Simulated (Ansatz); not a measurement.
# Ta: pressure and energy change per atom against volume scale

Results calculated with Ansatz 0.2.0, not measured. Plane-wave DFT, scalar-relativistic PAW made under PBE with cores redone for the functional, no dispersion; the given relaxed cell is scaled uniformly, energy at zero smearing counts from the unscaled cell, pressure at the given Fermi-Dirac smearing is positive in compression.

The cell before it is scaled or strained (space group Fm-3m, No. 225):
```
CELL_PARAMETERS angstrom
0.00000 2.13250 2.13250
2.13250 0.00000 2.13250
2.13250 2.13250 0.00000
ATOMIC_POSITIONS crystal
Ta 0.00000 0.00000 0.00000
```

Settings of every row: spin polarised no; functional BLYP; wave cutoff 420 eV; smearing width 0.1 eV; k mesh 14x14x14.

Atom starting moment: 0 on all atoms.

Limits: no spin-orbit coupling, which can matter with elements this heavy; the cell comes from a prototype or a list of computed structures and needn't be the stable phase.

```csv
row,volume scale,V (Å³/atom),pressure (GPa),energy change per atom (meV)
1,0.88,17.068,28.86,187.72
2,0.92,17.844,17.38,77.54
3,0.96,18.62,7.92,17.93
4,1.04,20.171,?,?
5,1.08,20.947,-11.6,61.14
6,1.12,21.723,-15.93,129.08
```

Question: what pressure and energy change per atom should row 4 give?

Worked fit of pressure. Take u = (V_r/V)^(2/3) − 1 with V_r = 18.62 Å³ an atom, which is twice the finite (Eulerian) strain; such expansions in the strain, on which the Birch-Murnaghan equation of state is built, carry the rest volume and the bulk modulus. The shown rows have u = 0.05974, 0.02879, 0, -0.0755, -0.09765. Least squares give pressure = 7.921 + 309.94 × u + 675.1 × u² GPa; a straight line predicts inner rows, each left out in turn, worse (root mean square 1.8 against 0.038 GPa). The rows lie off it by 0.01, -0.02, 0.00, 0.03, -0.02. The pressure vanishes at u = -0.0272, or V = 19.41 Å³ an atom, and there the bulk modulus at fixed shape and fractions is B = −V dP/dV = (2/3)(1 + u) dP/du = 177 GPa. The withheld row has u = -0.05194, so the fit gives 7.921 + 309.94 × (-0.05194) + 675.1 × (-0.05194)² = -6.36 GPa.

The calculation gave -6.31 GPa. The fit lies 0.05 GPa (0.11 % of the column's range) below it; its largest miss of a shown row is 0.03 GPa.

Worked fit of energy change per atom. Take u = (V_r/V)^(2/3) − 1 with V_r = 18.62 Å³ an atom, which is twice the finite (Eulerian) strain; such expansions in the strain, on which the Birch-Murnaghan equation of state is built, carry the rest volume and the bulk modulus. The shown rows have u = 0.05974, 0.02879, 0, -0.0755, -0.09765. Least squares give energy change per atom = 17.946 + 1333.49 × u + 25289.4 × u² meV; a straight line predicts inner rows, each left out in turn, worse (root mean square 67 against 0.35 meV). The rows lie off it by -0.14, 0.24, -0.02, -0.28, 0.20 (root mean square 0.2 meV). Its lowest point lies at u = -0.0264, or V = 19.38 Å³ an atom, and the curvature there gives the bulk modulus at fixed shape and fractions, B = (4/9)(1 + u)² E″(u)/V = 176 GPa. The withheld row has u = -0.05194, so the fit gives 17.946 + 1333.49 × (-0.05194) + 25289.4 × (-0.05194)² = 16.91 meV.

The calculation gave 16.43 meV. The fit lies 0.48 meV (2.9 % of the value, 0.28 % of the column's range) above it; its largest miss of a shown row is 0.28 meV.
